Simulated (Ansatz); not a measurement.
# A series in temperature on Al3CoRu2

Harmonic vibrational free energy, entropy and heat capacity at constant volume, per atom, from the force constants of a q mesh, imaginary modes left out; plane waves with PAW datasets, Gamma-centred k mesh. The results are calculated, by Ansatz 0.2.0.

Structure of every row (space group P-3m1, No. 164):
```
CELL_PARAMETERS angstrom
4.18840 0.00000 0.00000
-2.09420 3.62730 0.00000
0.00000 0.00000 5.13230
ATOMIC_POSITIONS crystal
Al 0.66667 0.33333 0.83606
Al 0.33333 0.66667 0.16394
Al 0.00000 0.00000 0.50000
Co 0.00000 0.00000 0.00000
Ru 0.66667 0.33333 0.32822
Ru 0.33333 0.66667 0.67178
```

Settings of every row: functional PBE; dispersion none; spin none; wave cutoff 420 eV; k mesh 12x12x8; occupations fermi dirac; smearing width 0.15 eV; pressure 0 GPa; phonon method linear response; q mesh 2x2x1.

Limits: coarse q mesh; metal sensitive to the k mesh; no spin polarisation, a magnetic state may lie lower; the cell comes from a prototype or a list of computed structures and needn't be the stable phase.

```
row  temperature (K)  phonon entropy (kB/atom)  phonon heat capacity (kB/atom)  phonon free energy (meV/atom)
  1              200                     2.034                           2.335                           29.8
  2              300                     3.055                           2.669                            7.7
  3              400                     3.844                           2.805                          -22.1
  4              500                     4.478                           2.873                          -58.1
  5              600                         ?                               ?                              ?
  6              700                     5.456                           2.934                         -144.2
  7              800                     5.849                           2.949                         -192.9
  8              900                     6.197                            2.96                         -244.8
  9             1000                      6.51                           2.967                         -299.6
```

Question: what phonon entropy and phonon heat capacity should row 5 give?

Worked fit of phonon entropy. Entropy rises as the heat capacity times the change of ln T, so take t = ln(T / 300 K). The shown rows have t = -0.4055, 0, 0.2877, 0.5108, 0.8473, 0.9808, 1.0986, 1.204. Least squares give phonon entropy = 3.0711 + 2.65113 × t + 0.17773 × t² kB/atom; a straight line predicts inner rows, each left out in turn, worse (root mean square 0.043 against 0.012 kB/atom). The rows lie off it by 0.009, -0.016, -0.005, 0.006, 0.011, 0.007, -0.001, -0.011 (root mean square 0.0093 kB/atom), a smooth pattern that one more power would take up: the form is only approximate. The slope at t = 0, 2.65 kB/atom, estimates the heat capacity at 300 K. The withheld row has t = 0.6931, so the fit gives 3.0711 + 2.65113 × (0.6931) + 0.17773 × (0.6931)² = 4.994 kB/atom.

The calculation gave 5.006 kB/atom. The fit lies 0.012 kB/atom (0.27 % of the column's range) below it; its largest miss of a shown row is 0.016 kB/atom.

Worked fit of phonon heat capacity. At high temperature a harmonic heat capacity falls short of its limit by a term in 1/T², so take t = (100 K / T)². The shown rows have t = 0.25, 0.11111, 0.0625, 0.04, 0.02041, 0.01562, 0.01235, 0.01. Least squares give phonon heat capacity = 2.999 − 3.2347 × t + 2.316 × t² kB/atom; a straight line predicts inner rows, each left out in turn, worse (root mean square 0.014 against 0.0011 kB/atom). The rows lie off it by 0.000, 0.001, -0.001, 0.000, 0.000, 0.000, 0.001, 0.000. The constant, 2.999 kB/atom, is to be held against the harmonic limit of 3 k_B an atom. The withheld row has t = 0.02778, so the fit gives 2.999 − 3.2347 × (0.02778) + 2.316 × (0.02778)² = 2.911 kB/atom.

The calculation gave 2.911 kB/atom. The fit meets it to the printed digit.

The other values of row 5: phonon free energy -99 meV/atom.
